# Appendix: Homotopy classification of defects of the order-parameter space $G/H$

## A.1 Premises and conventions

Outside small cores an ordered medium is described by a field $f(\mathbf x)$ with values in the set $\mathcal R$ of degenerate uniform states. The classification (Toulouse and Kléman 1976; reviewed by Mermin 1979) rests on four premises.

**P1.** A Lie group $G$ leaves the free energy of uniform states invariant and acts continuously and transitively on $\mathcal R$. A reference state $f_0$ has the closed isotropy subgroup $H=\{g: gf_0=f_0\}$, and $H_0$ is the component of $H$ that contains the identity $e$.

**P2.** The field is continuous and lies in $\mathcal R$ outside cores of size $\xi$, small compared with defect spacings and radii of curvature.

**P3.** A defect is topologically stable if no continuous field in $\mathcal R$ can fill its core while the field outside a surrounding surface is held fixed. Energy plays no part in this definition.

**P4.** Two facts on Lie groups are used. The projection $p:G\to G/H$ has continuous local sections, and $\pi_2(G)=0$ (Cartan). The second is elementary for the groups needed below: $\mathbb R^n$ is contractible, and $SU(2)$ is the sphere $S^3$, where a smoothed image of $S^1$ or $S^2$ misses some point and contracts by stereographic projection from it.

With $I=[0,1]$, $\pi_n(X,x_0)$ is the set of classes of maps $I^n\to X$ that send the boundary to $x_0$, under homotopies that keep it there (based homotopies). For $n\ge1$ concatenation along $t_1$ makes it a group. Loops multiply like operators: $[f_2][f_1]$ means $f_1$ first. $\pi_0(X)$ is the set of path components.

## A.2 From defects to maps of spheres

**Step 1: $\mathcal R=G/H$.** The map $gH\mapsto gf_0$ is onto by transitivity, and one-to-one because $gf_0=g'f_0$ holds exactly when $g^{-1}g'\in H$. It identifies $\mathcal R$ with $G/H$ and $f_0$ with the coset $H$.

**Step 2: surrounding spheres.** A defect of dimension $d'$ in $d$ dimensions pierces a transverse disc $D^{n+1}$, $n=d-d'-1$, at its centre, and the field on the rim is a map $\phi:S^n\to\mathcal R$. For $d=3$, walls, lines and points have $n=0,1,2$. If a continuous $F(r,s)$ fills the disc ($0\le r\le1$, $s\in S^n$), then $\phi_r=F(r,\cdot)$ is a homotopy from a constant to $\phi$. Conversely such a homotopy defines $F$. The defect is therefore stable exactly when $\phi$ is not homotopic to a constant. If $\phi$ and $\phi'$ are homotopic, the homotopy laid out radially in a shell, with a shrunken copy of the second defect inside, converts one defect into the other. No point of the rim is held at $f_0$ here, so defect types are *free* homotopy classes. The groups $\pi_n$ are computed first and the base point is released in Step 8.

**Step 3: walls.** Let $G_0$ be the identity component of $G$, a normal subgroup. The orbit $G_0f$ is connected and open in $\mathcal R$, so the components of $\mathcal R$ are the $G_0$ orbits:
$$\pi_0(G/H)=G/(G_0H).\tag{A1}$$
A wall is stable when its two sides lie in different components. For connected $G$ there are none. In general $\pi_0$ is only a set, and a group when $G_0H$ is normal. For the polarisation of tetragonal BaTiO$_3$ on a lattice of fixed cubic orientation, $G=O_h$, $H=C_{4v}$, and there are $48/8=6$ domain states.

**Step 4: the cover.** For $n\ge1$ the image of $S^n$ lies in one component, $G_0/(H\cap G_0)$. Let $q:\tilde G\to G_0$ be the simply connected covering group and $\tilde H=q^{-1}(H\cap G_0)$. $\tilde G$ acts through $q$, transitively and with isotropy group $\tilde H$, so Step 1 gives the same space as $\tilde G/\tilde H$. For $G_0=SO(3)$ one has $\tilde G=SU(2)$, and $\tilde H$ is the double group of the proper point group. From here on $G,H$ denote the lifted groups, with $\pi_0(G)=\pi_1(G)=\pi_2(G)=0$.

## A.3 The two isomorphisms

**Step 5: lifting lemma.** Let $J$ be the union of all faces of $I^n$ except $t_n=1$. *A continuous $F:I^n\to G/H$ with a lift given on $J$ has a lift $g:I^n\to G$, $g(t)f_0=F(t)$, that extends it.* By compactness $I^n$ can be subdivided so finely that each small cube maps into an open set with a section $\sigma$. There a lift has the form $\sigma(F(t))k(t)$ with $k(t)\in H$, so lifting means extending $k$. One proceeds layer by layer in $t_n$, and within a layer over the vertices, edges and higher cells $D$ of the subdivided bottom in order of dimension. On each prism $D\times[\tau,\tau']$, $k$ is then known on the bottom and sides. Radial projection from a point above the top retracts the prism onto these, and $k$ composed with the retraction is the extension.

The lemma defines a boundary map. A based $f:I^n\to G/H$ is lifted with $g=e$ on $J$. On the face $t_n=1$ one has $f=f_0$, so $g$ lies in $H$ there, and this restriction is $\partial f$: a point of $H$ for $n=1$, and for $n=2$ a loop through $e$, which stays in $H_0$. The class of $\partial f$ depends only on $[f]$. For let $f_s$ be a based homotopy with lifts chosen at $s=0$ and $s=1$. These, with $g=e$ on $J\times I$, prescribe a lift on all faces of the $(n+1)$-cube except $t_n=1$. The lemma extends it, and the last face is a homotopy in $H$ between the two restrictions. A constant $f_s$ shows that the choice of lift is immaterial.

**Step 6: lines.** $H_0$ is normal in $H$, since $hH_0h^{-1}$ is connected and contains $e$, and the components of $H$ are its cosets, so $\pi_0(H)=H/H_0$ is a group.

*Homomorphism.* Let $g_1,g_2$ lift $f_1,f_2$ and end at $h_1,h_2$. Since $g_2(t)h_1f_0=f_2(t)$, the path $g_2(t)h_1$ lifts $f_2$ and starts at $h_1$. So $g_1$ followed by $g_2h_1$ lifts $[f_2][f_1]$ and ends at $h_2h_1$.

*Onto.* $G$ is connected, so any $h\in H$ is joined to $e$ by a path $g(t)$, and $g(t)f_0$ is a loop with $\partial f=h$.

*One-to-one.* If $h\in H_0$, a path in $H_0$ from $h$ to $e$ closes the lift. The closed loop contracts because $\pi_1(G)=0$, and the projected contraction shrinks $f$ followed by a constant path. Hence
$$\pi_1(G/H)\cong\pi_0(H)=H/H_0.\tag{A2}$$

**Step 7: points.** *Homomorphism.* Lifts equal to $e$ on the sides $t_1=0,1$ concatenate along $t_1$, and so do their top edges.

*Onto.* A loop $\eta$ in $H_0$ contracts in $G$. The contraction is a map $g:I^2\to G$ with $g=e$ on $J$ and top edge $\eta$, and $gf_0$ is a based map with $\partial f=\eta$.

*One-to-one.* If $\partial f$ contracts in $H_0$, stacking that contraction on the lift gives a square in $G$ with its whole boundary at $e$. It contracts because $\pi_2(G)=0$, and its projection is $f$ with a constant strip attached. Hence
$$\pi_2(G/H)\cong\pi_1(H_0).\tag{A3}$$
A discrete $H$ allows no stable point defects, and a connected lifted $H$ no stable lines.

**Step 8: releasing the base point.** Any map of $S^n$ is freely homotopic to a based one, by acting on it with a path in $G$. Let $f$ be based and $h\in H$. The map $hf$ is based, and $\gamma(s)f$, with $\gamma$ a path from $e$ to $h$, is a free homotopy from $f$ to $hf$. Conversely, let $f_s$ be a free homotopy between based maps $f$ and $f'$. The base point traces a loop in $G/H$ with lift $\gamma(s)$, $\gamma(0)=e$, $\gamma(1)=h\in H$, and $\gamma(s)^{-1}f_s$ is a based homotopy from $f$ to $h^{-1}f'$. So $f'$ is freely homotopic to $f$ exactly when $[f']=[hf]$ for some $h\in H$. If $g$ lifts $f$, then $hgh^{-1}$ equals $e$ on $J$ and obeys $hgh^{-1}f_0=hf$, so
$$\partial(hf)=h\,(\partial f)\,h^{-1}.\tag{A4}$$
Line types are the conjugacy classes of $H/H_0$, for a chosen sense of the circuit; the opposite sense gives the inverse class. Point types are the orbits of $\pi_1(H_0)$ under conjugation by $H$.

**Step 9: combination and crossing.** By Step 6 the field defines a homomorphism from $\pi_1$ of the space outside the cores into $H/H_0$. A circuit round two parallel lines is the product of two based circuits, so classes $C_1,C_2$ merge into a class contained in the set $C_1C_2$, and which one depends on how the circuits pass other lines. At a node the ordered product of the elements, all lines oriented outward, is $e$. The space outside two singly linked rings has $\pi_1=\mathbb Z\times\mathbb Z$, so their elements $\alpha,\beta$ must commute. If two unlinked rings have non-commuting elements, passing one through the other leaves a connecting line, the one encircled by the circuit $\alpha\beta\alpha^{-1}\beta^{-1}$.

## A.4 Standard cases

A rotation by $\theta$ about $\hat{\mathbf n}$ lifts to $U=\exp(-i\theta\,\hat{\mathbf n}\cdot\boldsymbol\sigma/2)$, acting as $U(\mathbf v\cdot\boldsymbol\sigma)U^\dagger=(R\mathbf v)\cdot\boldsymbol\sigma$.

**Planar order.** $SO(2)$ lifts to $G=\mathbb R$ with $H=2\pi\mathbb Z$. Then $\pi_1=\mathbb Z$, the end point of the lift being $2\pi m=\oint d\theta$, and $\pi_2=0$.

**Unit vector.** $H=\{e^{-i\theta\sigma_z/2}\}=U(1)$, closing at $\theta=4\pi$. It is connected, so $\pi_1=0$ and $\pi_2=\mathbb Z$. The radial field $\hat{\mathbf n}(\theta,\varphi)=\hat{\mathbf r}$ is a generator. It is lifted by $g=e^{-i\varphi\sigma_z/2}e^{-i\theta\sigma_y/2}e^{i\varphi\sigma_z/2}$. Rotating it by $e^{is\theta\sigma_y/2}$, $0\le s\le1$, is a free homotopy to a based map with lift $g'=e^{i\theta\sigma_y/2}g$, which equals $e$ at $\theta=0$ and at $\varphi=0,2\pi$. At $\theta=\pi$, where $e^{\pm i\pi\sigma_y/2}=\pm i\sigma_y$ anticommutes with $\sigma_z$, one finds $g'=e^{i\varphi\sigma_z}$, a loop that runs once round $U(1)$.

**Uniaxial director** ($\hat{\mathbf n}\equiv-\hat{\mathbf n}$). The proper group is $D_\infty$, and its lift is $U(1)\cup(-i\sigma_x)U(1)$, with two components. So $\pi_1=\mathbb Z_2$: all half-integer lines are equivalent, and integer lines are removable. Also $\pi_2=\mathbb Z$, but $(-i\sigma_x)e^{i\varphi\sigma_z}(-i\sigma_x)^{-1}=e^{-i\varphi\sigma_z}$, so (A4) identifies charge $N$ with $-N$ and point types are labelled by $|N|$.

**Biaxial order.** The proper group $D_2$ lifts to the quaternion group $Q=\{\pm1,\pm i\sigma_x,\pm i\sigma_y,\pm i\sigma_z\}$, so $\pi_1=Q$ and $\pi_2=0$. Conjugation by $i\sigma_y$ reverses $i\sigma_x$, which gives five classes, $\{1\}$, $\{-1\}$ and $C_j=\{\pm i\sigma_j\}$, hence four stable line types. The element $-1$ is the $2\pi$ line. From $(i\sigma_x)(i\sigma_y)=-i\sigma_z$ and $(i\sigma_x)(\pm i\sigma_x)=\mp1$, one has $C_xC_y=C_z$ and $C_xC_x=\{1,-1\}$: two like $\pi$ lines may annihilate or form a $2\pi$ line. The commutator of $i\sigma_x$ and $i\sigma_y$ is $-1$, so crossing them leaves a $2\pi$ tether.

**Crystal of fixed orientation.** If the lattice orientation is single-valued and near a reference one, only translations are kept: $G=\mathbb R^3$, $H=\Lambda$ the Bravais lattice, $\mathcal R$ the three-torus of displacements $\mathbf u$ modulo $\Lambda$. Then $\pi_1=\Lambda\cong\mathbb Z^3$ and $\pi_0=\pi_2=0$. The end point of the lift is the Burgers vector
$$\mathbf b=\oint d\mathbf u=\sum_i n_i\mathbf a_i,\qquad n_i=\oint\mathbf a_i^*\cdot d\mathbf u,\tag{A5}$$
with primitive vectors $\mathbf a_i$, $\mathbf a_i^*\cdot\mathbf a_j=\delta_{ij}$, and the circuit right-handed about the line direction; the opposite convention reverses $\mathbf b$. The group is abelian. By Step 9 Burgers vectors add, sum to zero at a node (Frank's node rule), and lines cross without a tether.

**Crystal with rotations.** Now $G=\mathbb R^3\rtimes SU(2)$, topologically $\mathbb R^3\times S^3$, with $(\mathbf t_1,U_1)(\mathbf t_2,U_2)=(\mathbf t_1+R_1\mathbf t_2,U_1U_2)$ and $(\mathbf t,U)^{-1}=(-R^{-1}\mathbf t,U^{-1})$. $H$ is the lifted proper space group, discrete, so $\pi_1=H$ and $\pi_2=0$. The product rule gives
$$(\mathbf s,U)(\mathbf b,1)(\mathbf s,U)^{-1}=(R\mathbf b,1),\qquad(\mathbf b,1)(\mathbf 0,U)(\mathbf b,1)^{-1}=(\mathbf b-R\mathbf b,U).\tag{A6}$$
$\Lambda$ is a normal subgroup, and the dislocation classes are orbits of $\mathbf b$ under the proper point group: a dislocation carried round a disclination returns with $R\mathbf b$. The second relation shows that the translation part of a disclination is defined only modulo $(1-R)\Lambda$. The group $\mathbb Z^3$ is thus the complete answer only when disclinations are absent.

## A.5 Illustration: Burgers vectors in fcc aluminium

Aluminium, a wiring metal, has space group $Fm\bar3m$. It contains the inversion, so $G_0H$ is the whole Euclidean group and (A1) gives no stable walls. The proper part is $\Lambda\rtimes O$, lifted to $\Lambda\rtimes O'$ with the cubic double group $O'$ of order 48.

**Charges.** Take $\mathbf a_1=\frac a2[011]$, $\mathbf a_2=\frac a2[101]$, $\mathbf a_3=\frac a2[110]$. For $\mathbf b=\frac a2[hkl]$, $h=n_2+n_3$, $k=n_1+n_3$, $l=n_1+n_2$, and inversion gives
$$n_1=\tfrac12(-h+k+l),\quad n_2=\tfrac12(h-k+l),\quad n_3=\tfrac12(h+k-l),\tag{A7}$$
integers exactly when $h,k,l$ are integers of even sum. The class size is 24 divided by the order of the stabiliser in $O$ ($C_2$, $C_4$, $C_1$, $C_2$ for the rows below). Lengths use a typical room-temperature lattice constant $a=4.05$ Å.

| class | member | $(n_1,n_2,n_3)$ | size | $b^2/a^2$ | $b$ (Å) | $m$ |
|---|---|---|---|---|---|---|
| $\frac a2\langle110\rangle$ | $\frac a2[110]$ | (0,0,1) | 12 | 1/2 | 2.86 | 4 |
| $a\langle100\rangle$ | $a[100]$ | (−1,1,1) | 6 | 1 | 4.05 | 2 |
| $\frac a2\langle112\rangle$ | $\frac a2[112]$ | (1,1,0) | 24 | 3/2 | 4.96 | 4 |
| $a\langle110\rangle$ | $a[110]$ | (0,0,2) | 12 | 2 | 5.73 | 1 |

The column $m$ is the class product. Adding each of the 12 vectors $\frac a2\langle110\rangle$ to $\frac a2[110]$ gives $b^2=a^2(1+\cos\chi)$, with $\chi$ the angle between them. One vector ($\cos\chi=-1$) annihilates it, and $m$ vectors lead to each row, for $\cos\chi=-\frac12,0,\frac12,1$. The first row contains the Lomer reaction $\frac a2[011]+\frac a2[10\bar1]=\frac a2[110]$, or $(1,0,0)+(-1,0,1)=(0,0,1)$. Only proper rotations enter (A6), so the 48 vectors $\frac a2\langle123\rangle$ form two mirror-image classes of 24. For the $90^\circ$ rotation about $[001]$, $(1-R)\mathbf a_{1,2,3}=\frac a2[110],\ \frac a2[1\bar10],\ a[100]$, which generate all lattice vectors in the (001) plane: such a disclination can absorb any in-plane Burgers vector without changing class.

**Partials.** In the Shockley dissociation $\frac a2[1\bar10]=\frac a6[2\bar1\bar1]+\frac a6[1\bar21]$ on (111), (A7) gives $(-\frac23,\frac13,\frac13)$ for the first partial, of length 1.65 Å. This is not in $\Lambda$. A circuit round one partial is not a closed loop in $\mathcal R$; it crosses a stacking fault, where P2 fails. The fault is held by a local energy minimum and can end on partials, consistent with $\pi_0=0$. A circuit round the pair carries the integer charge.

**Energy of the charge.** Homotopy fixes $\mathbf b$; elasticity prices it. Take a screw line along $x_3\parallel[110]$, with $x\parallel[001]$, $y\parallel[1\bar10]$ and $\mathbf u=u(x,y)\hat{\mathbf x}_3$. The plane normal to $x_3$ is a mirror, under which $\varepsilon_{13},\varepsilon_{23}$ are odd and the other strains even, so $u$ decouples from in-plane displacements. In cube axes $X,Y,Z$ the strains are $\varepsilon_{XX}=-\varepsilon_{YY}=u_y/2$, $\varepsilon_{XZ}=\varepsilon_{YZ}=u_x/2\sqrt2$. Inserting them in $W=\frac12C_{11}\sum_i\varepsilon_{ii}^2+C_{12}\sum_{i<j}\varepsilon_{ii}\varepsilon_{jj}+2C_{44}\sum_{i<j}\varepsilon_{ij}^2$ gives
$$W=\tfrac12C_{44}u_x^2+\tfrac12C'u_y^2,\qquad C'=\tfrac12(C_{11}-C_{12}).$$
Equilibrium, $C_{44}u_{xx}+C'u_{yy}=0$, is Laplace's equation in $\bar x=x/\sqrt{C_{44}}$, $\bar y=y/\sqrt{C'}$. The solution with $\oint du=b$ and no line force is $u=(b/2\pi)\arg(\bar x+i\bar y)$, which winds once round the $\mathbf a_3$ cycle of the torus. Then $W=b^2/(8\pi^2\bar\rho^2)$ with $\bar\rho^2=r^2(\cos^2\theta/C_{44}+\sin^2\theta/C')$. Using $\int_0^{2\pi}d\theta\,(\cos^2\theta/C_{44}+\sin^2\theta/C')^{-1}=2\pi\sqrt{C_{44}C'}$, the energy per length between radii $r_0$ and $R_c$ is
$$E=E_0\ln\frac{R_c}{r_0},\qquad E_0=\frac{Kb^2}{4\pi},\qquad K=\sqrt{C_{44}C'}.\tag{A8}$$
The stresses $\sigma_{13}=C_{44}u_x$, $\sigma_{23}=C'u_y$ combine to $\sigma_{\theta3}=-\sigma_{13}\sin\theta+\sigma_{23}\cos\theta=Kb/2\pi r$ at every angle.

The compiled room-temperature constants (Blaschke) are $C_{11}=106.75$, $C_{12}=60.41$, $C_{44}=28.34$ GPa. They give $C'=23.17$ GPa and $K=25.62$ GPa; these shear moduli of a cubic crystal are the same whether adiabatic or isothermal. With $b^2=a^2/2=8.20$ Å$^2$, $E_0=0.167$ nJ/m, or 0.104 eV/Å. For assumed cut-offs $r_0=b$ and $R_c=1\ \mu$m the logarithm is 8.2, and the model's line energy is about 0.9 eV/Å. The omitted terms limit this to one figure. Representing the core energy, including any change from dissociation, by an assumed $r_0=b/4$ adds 17 per cent (1.0 eV/Å), and screening at an assumed $R_c=0.1\ \mu$m removes 28 per cent (0.6 eV/Å).

The screw of charge (0,0,2) has prefactor $4E_0=0.418$ eV/Å, against $2E_0=0.209$ eV/Å for two remote unit lines. Split to a distance $d$, the pair still costs $4E_0\ln(R_c/d)$ outside $d$ but only $2E_0\ln(d/r_0)$ inside, a gain of $2E_0\ln(d/r_0)$ to logarithmic accuracy at equal core radii. The repulsion per length, $2E_0/d$, equals $b\,\sigma_{\theta3}(d)$, and at an assumed $d=10$ nm, or $35\,b$, the model gives $\sigma_{\theta3}=0.12$ GPa. The total charge is conserved throughout, but the doubled line is not mechanically stable.

## A.6 Range of validity

(A1)–(A4) are exact under P1–P4. The limits lie in the premises.

1. *Energy.* A nontrivial class cannot vanish locally, but may split into any product of classes, as above. A trivial class may still be metastable. Stacking faults, twin boundaries and grain boundaries in an fcc metal are of this kind.
2. *Length scale.* Circuits must stay several $\xi$ from all cores. A weak anisotropy that acts over a length $\ell\gg\xi$ gives a larger $\mathcal R$ below $\ell$ and a smaller one above it, and a line of the first may bound a wall of the second.
3. *Broken translations.* In a crystal the local rotation is tied to the displacement, $\boldsymbol\omega=\frac12\nabla\times\mathbf u$ for small distortions, so not every map or homotopy into $G/H$ is a state of small strain. The classes are conserved labels, but existence and equivalence need a separate test. A disclination of angle $\Omega$ has strains of order $\Omega$ at all distances and an energy per length of order $K\Omega^2R_c^2$, which excludes the isolated lattice disclinations from bulk Al and leaves $\mathbb Z^3$ as the working classification.
4. *Matter transport.* Vacancies and interstitials carry no $\pi_2$ charge, and the theory does not tell glide from climb, or see the jogs left by crossing.
5. *Boundaries.* Lines can end at or leave through a free surface, and boundary conditions that restrict $f$ call for relative homotopy groups.
6. *Dimension.* In two dimensions $\pi_0$ and $\pi_1$ classify line walls and points. Nonsingular textures with uniform far field in three dimensions belong to $\pi_3$, which (A2) and (A3) do not give.